# How does the self-heating of a Cu line respond when one thing in the stack changes?

A long copper line in SiO$_2$ dissipates Joule heat $q'$ per unit length, and in steady state that heat leaves through the oxide into the silicon. This page changes one feature at a time (height, size, dielectric, substrate, neighbour, centring) and asks for the sign and size of the change in the temperature rise $\Delta T$. Make your own guess before reading each calculation.

**Conventions.** $T$ is measured from the heat sink, $y$ is the height above the Si surface, and $x$ runs across the line. The shape factor $S$ of a length $L$ is defined by $Q = kS\,\Delta T$, and the resistance per length is $R' = \Delta T/q' = L/(kS)$ in K·m/W. The dielectric is uniform with constant $k$, and both bounding surfaces are isothermal unless stated.

## The result

Put a line source $q'$ at $(0,a)$ and a sink $-q'$ at $(0,-a)$. With $\rho_\pm^2 = x^2+(y\pm a)^2$,

$$T = \frac{q'}{2\pi k}\,\eta,\qquad \eta = \ln\frac{\rho_+}{\rho_-}.$$

This solves Laplace's equation away from the two lines and vanishes on $y=0$. An isotherm obeys $\rho_+^2 = e^{2\eta}\rho_-^2$, which rearranges to

$$x^2+(y-a\coth\eta)^2 = \frac{a^2}{\sinh^2\eta}.$$

Every isotherm is a circle with centre height $z=a\coth\eta$ and radius $r=a/\sinh|\eta|$, so $|z|/r=\cosh\eta$ and $a^2=z^2-r^2$. Any two isotherms can be replaced by isothermal bodies without changing the field between them, so $S=2\pi L/\Delta\eta$.

- **Cylinder and plane.** The plane is $\eta=0$, so $S = 2\pi L/\operatorname{arccosh}(z/r)$, with $z$ measured to the axis.
- **Two parallel cylinders**, at $\eta_1$ and $-\eta_2$. The axis distance is $d=r_1\cosh\eta_1+r_2\cosh\eta_2$. Squaring and using $a^2=r_1r_2\sinh\eta_1\sinh\eta_2$ gives $d^2=r_1^2+r_2^2+2r_1r_2\cosh(\eta_1+\eta_2)$, so $S=2\pi L/\operatorname{arccosh}\dfrac{d^2-r_1^2-r_2^2}{2r_1r_2}$.
- **Eccentric cylinders**, $\eta_1>\eta_2>0$, $r_1$ inside $r_2$. The offset is $e=r_2\cosh\eta_2-r_1\cosh\eta_1$, and the same algebra gives $S=2\pi L/\operatorname{arccosh}\dfrac{r_1^2+r_2^2-e^2}{2r_1r_2}$.

The gradient of $T$ gives the flux densities. Into the plane $\phi(x)=q'a/[\pi(x^2+a^2)]$, half of it within $|x|<a$. Through a circle $\phi(\theta)=\dfrac{q'}{2\pi r}\dfrac{\sinh\eta}{\cosh\eta-\cos\theta}$, with $\theta=0$ at the point nearest the plane.

**Weighting rule.** If a boundary acquires a small temperature offset $T_s$ while $q'$ is fixed, the wire warms by $\int(\phi/q')\,T_s\,ds$. This follows from Green's second identity applied to the field above and to the perturbation, which is constant on the wire and carries no net heat from it.

## Reference line

The geometry is illustrative: $r=0.20$ µm, $z=1.0$ µm, rms current $I=10$ mA, substrate at 300 K. As typical inputs take $k_{\rm ox}=1.4$ W/(m·K), a line resistivity $\rho=2.0$ µΩ·cm and a temperature coefficient $\alpha=3.3\times10^{-3}$ K$^{-1}$.

Then $a=0.980$ µm, $\eta_0=\operatorname{arccosh}5=2.292$, $S/L=2.74$ and $R'=\eta_0/(2\pi k_{\rm ox})=0.261$ K·m/W. The current density is $j=7.96$ MA/cm$^2$, $q'=I^2\rho/(\pi r^2)=15.9$ W/m, and

$$\Delta T_0=\frac{I^2\rho}{2\pi^2r^2k}\operatorname{arccosh}\frac zr=4.15\ \text{K}.$$

Three idealisations can be sized at once.

- **Isothermal copper.** The Wiedemann–Franz law gives $k_{\rm Cu}=(\pi^2/3)(k_B/q_e)^2\,T/\rho=366$ W/(m·K) at 300 K, with $q_e$ the elementary charge. The parabolic profile inside the wire puts its mean temperature $q'/(8\pi k_{\rm Cu})$ above the surface, which adds $1.1\times10^{-4}$ K·m/W, or 0.04 %.
- **Long line.** Along the wire coordinate $s$, $k_{\rm Cu}\pi r^2\,d^2T/ds^2=T/R'-q'$, so end effects decay over $\lambda=\sqrt{k_{\rm Cu}\pi r^2R'}=3.5$ µm. The results hold several $\lambda$ away from a via.
- **Constant resistivity.** At fixed current $\Delta T=\Delta T_0(1+\alpha\Delta T)$, so $\Delta T=\Delta T_0/(1-\alpha\Delta T_0)=4.21$ K, 1.4 % higher. This feedback is left out below unless named.

The capacitance to a grounded substrate contains the same factor, $C'=\varepsilon S/L$, which is 94.6 aF/µm for a typical $\varepsilon_r=3.9$. Since $C'R'=\varepsilon/k$, a geometric change that lowers $C'$ raises $R'$ by the same factor.

## Change 1: move the line up or down

**Reasoning.** More oxide means a hotter line. A slab picture makes $R'$ proportional to the gap $z-r$, which grows by a factor 2.25 when $z$ doubles. But the heat fans out over a width of order $z$, so the path widens as fast as it lengthens. For $z\gg r$, $\eta\approx\ln(2z/r)$, each doubling adds $\ln2$, and we expect $\ln20/\ln10-1=30.1$ %.

**Calculation.** $\partial\eta/\partial z=1/a$, so $\partial\ln R'/\partial\ln z=z/(a\eta)=0.445$ at the reference point.

| $z$ (µm) | $\eta$ | $S/L$ | $\Delta T_0$ (K) | change (%) |
|---|---|---|---|---|
| 0.25 | 0.693 | 9.06 | 1.25 | $-69.8$ |
| 0.50 | 1.567 | 4.01 | 2.83 | $-31.7$ |
| 1.0 | 2.292 | 2.74 | 4.15 | 0 |
| 2.0 | 2.993 | 2.10 | 5.42 | $+30.6$ |

Near the plane the logarithm fails: at $z=0.25$ µm it gives 0.916, which is 32 % too high, because the heat crowds into the narrow gap.

**A rival term.** The formula fills the whole half-space with oxide. If the oxide ends at height $D$ with an insulated top, that surface is a mirror, and the problem becomes a strip of width $2D$ with both faces cold and equal sources at $z$ and $2D-z$. For a thin wire this gives $\eta=\ln[(4D/\pi r)\tan u]$ with $u=\pi z/2D$, an excess of $\ln(\tan u/u)$ over $\ln(2z/r)$. For $D=3$ µm the excess is 0.10 at $z=1$ µm (4 % of $\eta_0$) and 0.50 at $z=2$ µm. Adding these to the table values, lifting the line inside a stack of fixed thickness costs about 46 %, not 30.6 %.

## Change 2: halve the radius at fixed axis height

**Reasoning.** $S$ depends only on $z/r$, so halving $r$ changes $R'$ exactly as doubling $z$ does. The sign for $\Delta T$ depends on what the circuit holds fixed, because $q'\propto r^{-2}$ at fixed current and $q'=j^2\rho\pi r^2$ at fixed current density. A factor 4 in power beats a logarithm, so expect hotter at fixed $q'$, much hotter at fixed $I$ and cooler at fixed $j$.

**Calculation** for $r=0.10$ µm, $\eta=2.993$, $\rho$ unchanged:

| held fixed | $\Delta T_0\propto$ | factor | $\Delta T_0$ (K) |
|---|---|---|---|
| $q'$ | $\eta$ | 1.31 | 5.42 |
| $I$ | $\eta/r^2$ | 5.22 | 21.7 |
| $j$ | $\eta r^2$ | 0.326 | 1.35 |

At fixed $I$ the feedback lifts 21.7 K to 23.3 K. In a real process $\rho$ also rises as the line narrows, which pushes the last two rows up.

The sign at fixed $j$ is not universal. Since $z/a=\coth\eta$, $\partial\ln(\eta r^2)/\partial\ln r=2-\coth\eta/\eta$, which vanishes where $\eta\tanh\eta=1/2$, at $z/r=1.31$. Closer to the plane than that, a fatter wire runs cooler even at fixed $j$, because it is closing the gap. Shrinking $r$ and $z$ together leaves $R'$ unchanged.

**Shape.** Real lines are rectangular. The Schwarz–Christoffel map $dw/d\zeta=r_{\rm eq}\sqrt{1-\zeta^{-4}}$ takes the outside of the unit circle to the outside of a square of side $b=r_{\rm eq}\int_0^{\pi/2}\sqrt{2\sin2\vartheta}\,d\vartheta$, and far away the square acts as a cylinder of radius $r_{\rm eq}=0.590\,b$. A square with the area of the reference wire has $b=\sqrt\pi\,r=0.354$ µm and $r_{\rm eq}=0.209$ µm. Then $\eta$ falls by $\ln(r_{\rm eq}/r)=0.045$, or 2 %.

## Change 3: replace the oxide by a low-permittivity film

**Reasoning.** $S$ is pure geometry, so the isotherms keep their shape and $R'\propto1/k$. This is the only linear lever on $R'$. For a porous SiOCH film with a typical $k\approx0.4$ W/(m·K) expect a factor 3.5, and a little more at fixed current through the feedback.

**Calculation.** $R'=0.912$ K·m/W and $\Delta T_0=14.5$ K, or 15.2 K with feedback. The length $\lambda\propto k^{-1/2}$ grows to 6.5 µm, so vias cool a larger share of a line. The scaling needs the whole dielectric to be replaced. In a layered stack the isotherms are no longer circles.

## Change 4: give the substrate and the interfaces a finite resistance

**Reasoning.** An isothermal plane is a substrate of infinite conductivity. Real silicon warms under the line, so the sign is positive. With the compiled value $k_{\rm Si}=130$ W/(m·K) (Ioffe Institute), $k_{\rm ox}/k_{\rm Si}=0.011$ suggests an effect of that size. It is larger, for two reasons. Heat spreads in the silicon over a half-circle, not a full one, which gives a factor 2, and it spreads from 1 µm out to the wafer thickness, which gives a longer logarithm.

**Calculation.** Take a wafer of thickness $H$ with its back face at $T=0$. The flux $\phi(x)$ has the Fourier transform $q'e^{-|\kappa|a}$, and a surface flux of wavenumber $\kappa$ raises the surface temperature by $\tanh(\kappa H)/(k_{\rm Si}\kappa)$ per unit flux. The weighting rule gives, to first order in $k_{\rm ox}/k_{\rm Si}$,

$$\delta R'=\frac1{\pi k_{\rm Si}}\int_0^\infty e^{-2\kappa a}\,\frac{\tanh\kappa H}{\kappa}\,d\kappa\approx\frac{1}{\pi k_{\rm Si}}\ln\frac{2H}{\pi a}\quad(H\gg a).$$

For a standard $H=775$ µm the logarithm is 6.22 and $\delta R'=0.015$ K·m/W, 6 % of $R'$. Thinning the wafer to 50 µm gives 0.0085 K·m/W, 3 %. For a line shorter than $H$ the spreading turns three-dimensional, the line length cuts off the logarithm and the term is smaller. Under the low-$k$ film of change 3 the 775 µm term is only 2 % of $R'$.

A boundary resistance $R_b$ is an offset $T_s=R_b\phi$, so $\delta R'=R_b\int(\phi/q')^2ds$. The integrals give $R_b\coth\eta/(2\pi r)$ on the wire and $R_b/(2\pi a)$ on the plane. With $R_b=1\times10^{-8}$ m$^2$K/W, a typical order of magnitude, at both places, these are 0.0081 and 0.0016 K·m/W, together 4 %. The wire term scales as $1/r$ while $R'$ grows only logarithmically, so it gains weight in narrow lines.

## Change 5: bring in a second line

### The sink is a line instead of a plane

Suppose the heat ends in a cold rail of radius $r_2$, with the substrate far away, and keep the surface gap at the reference value $g=z-r=0.8$ µm.

**Reasoning.** A convex sink curves away from the wire and offers less area, so $R'$ rises, more for smaller $r_2$.

**Calculation.** With $d=r_1+r_2+g$ the two-cylinder argument becomes

$$\cosh\Delta\eta=1+\frac g{r_1}+\frac g{r_2}+\frac{g^2}{2r_1r_2}.$$

For $r_2\to\infty$ this is $z/r=5$, the plane. For $r_2=1.0$ µm it is 7.4, $\Delta\eta=2.690$, up 17 %. For $r_2=0.20$ µm it is 17, $\Delta\eta=3.525$, up 54 %. The replacement $r_2\to-r_2$ gives the eccentric argument with $g=r_2-r_1-e$, so a concave sink lowers $R'$.

### The neighbour and the substrate are both present

Place an identical line at the same height, $d=2.0$ µm to the side. For equal radii the pair formula reduces to $2\operatorname{arccosh}(d/2r)$, here $2\eta_0=4.585$. It is tempting to put this in parallel with $\eta_0$ and predict a 33 % drop of $R'$ for a cold neighbour. That is wrong. The pair formula assumes that all the heat of one line ends in the other, and both paths share the steep region around the wire.

**Reasoning.** The substrate has already pulled the oxide near the neighbour most of the way to zero. A cold neighbour helps only at second order in the coupling, a heated one hurts at first order.

**Calculation.** Write $T_i=\sum_j\eta_{ij}q'_j/(2\pi k)$. Line 2 acts outside itself as a source at $(d,a)$ with its image. The flux on line 1 is equivalent to a source at $(0,a)$, so the weighting rule evaluates the field of line 2 there:

$$\eta_{12}=\tfrac12\ln\left(1+\frac{4a^2}{d^2}\right)=0.336 .$$

The copper of line 2 also short-circuits the local gradient $|\nabla\eta|=2a/(\rho_+\rho_-)$, taken at its axis. It acquires a dipole of strength $r^2|\nabla\eta|$, which lowers the self term by $r^2|\nabla\eta|^2=0.0048$ to $\eta_{11}=2.288$. Neglected terms are of fourth order in $r$.

| neighbour | effective $\eta$ | change (%) |
|---|---|---|
| unpowered, floating ($q_2'=0$) | $\eta_{11}=2.288$ | $-0.2$ |
| held cold ($T_2=0$) | $\eta_{11}-\eta_{12}^2/\eta_{11}=2.238$ | $-2.4$ |
| same power ($q_2'=q_1'$) | $\eta_{11}+\eta_{12}=2.624$ | $+14$ |

A dummy line is held cold only within about $\lambda$ of a via to a cold level, and elsewhere it floats.

## Change 6: push a via core off centre

The eccentric case fits a through-silicon via: a Cu core of radius $r_1=2.5$ µm in a hole of radius $r_2=3.0$ µm, with an oxide liner of mean thickness $t=r_2-r_1=0.5$ µm (illustrative sizes). The quantity is the radial resistance per length from core to silicon.

**Reasoning.** Offsets $+e$ and $-e$ are mirror images, so there is no linear term. The sectors of the liner conduct in parallel, each as $1/(t-e\cos\theta)$. This function is convex, so the thin side gains more than the thick side loses and $R'$ falls. The angular mean is $1/\sqrt{t^2-e^2}$, so for a thin liner $R'\propto\sqrt{1-e^2/t^2}$, a factor 0.866 at $e=t/2$.

**Calculation.** At $e=0$ the formula returns $\ln(r_2/r_1)=0.1823$ and $R'=0.0207$ K·m/W. Expanding with $\sinh\ln(r_2/r_1)=(r_2^2-r_1^2)/(2r_1r_2)$ gives $\Delta\eta\approx\ln(r_2/r_1)-e^2/(r_2^2-r_1^2)$. For $e=0.05$ µm the full formula gives 0.1814, a change of $-0.50$ %. For $e=0.25$ µm the argument is 1.0125, $\Delta\eta=0.1579$, $R'=0.0180$ K·m/W and the change is $-13.4$ %.

**A rival term.** The liner resistance is small, so the silicon counts. Radial spreading out to an assumed cold radius of 50 µm adds $\ln(50/3)/(2\pi k_{\rm Si})=0.0034$ K·m/W, 17 % of the centred liner. The offset also makes the wall flux uneven, $\phi\propto1+2\sum_me^{-m\eta_2}\cos m\theta$. A harmonic $m$ warms the wall by $r_2/(mk_{\rm Si})$ per unit flux, and the weighting rule sums these to $-\ln(1-e^{-2\eta_2})/(\pi k_{\rm Si})$. From $z_2-z_1=e$ and $z_2^2-z_1^2=r_2^2-r_1^2$, $z_2=5.625$ µm and $\cosh\eta_2=z_2/r_2=1.875$, so the term is $2.1\times10^{-4}$ K·m/W. The total from core to cold radius falls by about 11 % at $e=t/2$.

## How far to trust the numbers

All temperatures here are the model's, set by the assumed inputs. For the reference line the first-order corrections are the top surface at 3 µm (4 %), the substrate (6 %), the interfaces (4 %), the feedback (1.4 %) and the square section ($-2$ %). Unrounded they sum to about 13 %, which moves 4.15 K to about 4.7 K. Ratios between geometries are more reliable than this absolute value, provided a correction does not itself depend strongly on the parameter being changed, as the top surface does in change 1. The largest uncertainty is the dielectric. Deposited interlayer oxides typically conduct less well than the 1.4 W/(m·K) used here, often down to about 1.0 W/(m·K), so for such a film the model runs cold, and the oxide part of $\Delta T$ should be raised by up to 40 %.